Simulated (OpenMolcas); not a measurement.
A ladder of methods for CH5Ge (SMILES [CH3][GeH2])

CH5Ge: 7 atoms, total charge 0, spin state doublet. As SMILES, `[CH3][GeH2]`. The coordinates come from a PBE0-D4/def2-TZVP relaxation.

Quantity: the electronic atomisation energy, in eV. The values are calculated. Electronic energies at fixed atoms, without zero-point motion or spin-orbit coupling.

```csv
level,kind,program,value (eV),CPU time (all runs)
USVWN5/def2-TZVP,LDA,OpenMolcas,24.63,82 s
U-revPBE/def2-TZVP,GGA,OpenMolcas,21.36,1.7 min
UBLYP/def2-TZVP,GGA,OpenMolcas,21.54,1.7 min
U-r2SCAN/def2-TZVP,meta-GGA,OpenMolcas,22.09,2.4 min
UTPSS/def2-TZVP,meta-GGA,OpenMolcas,22.33,2.3 min
UBHLYP/def2-TZVP,global hybrid,OpenMolcas,21.54,1.7 min
UM06-2X/def2-TZVP,hybrid meta-GGA,OpenMolcas,21.83,1.9 min
UPBE0/def2-TZVP,global hybrid,OpenMolcas,21.85,97 s
```

All-electron rows without a relativistic Hamiltonian named are non-relativistic. The values span 21.36 to 24.63 eV. Times are those of the runs behind each value, whatever else they computed, on shared processors of several kinds: orders of magnitude only.

The local density approximation stands apart at 24.63 eV, while every functional that uses density gradients falls between 21.36 and 22.33 eV. This is the familiar LDA overbinding: the local form misses more exchange energy in the strongly inhomogeneous free atoms than in the molecule, where bonding smooths the density. Gradient corrections therefore stabilise the separated atoms more and lower the atomisation energy.

Beyond that step the ladder doesn't converge steadily. Both meta-GGAs lie above both GGAs, and the hybrids fall back below the meta-GGAs. BLYP and BHLYP agree at 21.54 eV despite their very different shares of exact exchange. This probably reflects the bonding, since a radical held together by C–H, Ge–H and Ge–C single bonds has little of the near-degeneracy correlation that makes a large exact-exchange share costly in multiply bonded molecules. The match may still hide compensating changes in the atoms and the molecule, so it is no sign of accuracy. Nor does a total atomisation energy show how the differences divide among the individual bonds.
